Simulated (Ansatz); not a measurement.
# Cu2As3: energy above lowest point against volume scale

All results are calculated (Ansatz 0.2.0). Free energy against uniform scaling of the volume at fixed shape and fractions; periodic cell, basis, potentials, k mesh and filling as listed.

The cell before it is scaled or strained (space group P-3m1, No. 164):
```
CELL_PARAMETERS angstrom
4.05730 0.00000 0.00000
-2.02870 3.51380 0.00000
0.00000 0.00000 6.09020
ATOMIC_POSITIONS crystal
Cu 0.33333 0.66667 0.78303
Cu 0.66667 0.33333 0.21697
As 0.00000 0.00000 0.00000
As 0.33333 0.66667 0.35066
As 0.66667 0.33333 0.64934
```

Settings of every row: functional r2SCAN; dispersion none; potentials norm-conserving; wave cutoff 1450 eV; density cutoff 5800 eV; k mesh 7x7x4; k shift 0x0x0; occupations cold; smearing width 0.1 eV; spin none.

Limits: coarse k mesh, up to 40 meV an atom off; the cell comes from a prototype or a list of computed structures and needn't be the stable phase.

```csv
row,volume scale,V (Å³/atom),energy above lowest point (meV/atom)
1,0.92,15.976,25.8
2,0.9467,16.439,8
3,0.9733,16.901,0
4,1,17.365,?
5,1.0267,17.829,10
6,1.0533,18.291,24.3
7,1.08,18.754,43.8
```

Question: what energy above lowest point should row 4 give?

Worked fit of energy above lowest point. Take u = (V_r/V)^(2/3) − 1 with V_r = 17.365 Å³ an atom, which is twice the finite (Eulerian) strain; such expansions in the strain, on which the Birch-Murnaghan equation of state is built, carry the rest volume and the bulk modulus. The shown rows have u = 0.05715, 0.03721, 0.01822, -0.01743, -0.03404, -0.05001. Least squares give energy above lowest point = 1.4 − 283.8 × u + 11828 × u² + 10961 × u³ meV/atom; a parabola predicts inner rows, each left out in turn, worse (root mean square 0.69 against 0.37 meV/atom). The rows lie off it by -0.1, 0.2, -0.2, 0.1, 0.0, 0.0. Its lowest point lies at u = 0.0118, or V = 17.06 Å³ an atom, and the curvature there gives the bulk modulus at fixed shape and fractions, B = (4/9)(1 + u)² E″(u)/V = 104 GPa. Letting shape and atoms relax would as a rule lower it, by much in layered, chain or molecular crystals. The withheld row has u = 0, so the fit gives 1.4 − 283.8 × (0) + 11828 × (0)² + 10961 × (0)³ = 1.4 meV/atom.

The calculation gave 1.8 meV/atom. The fit lies 0.4 meV/atom (22 % of the value, 0.91 % of the column's range) below it; its largest miss of a shown row is 0.2 meV/atom.
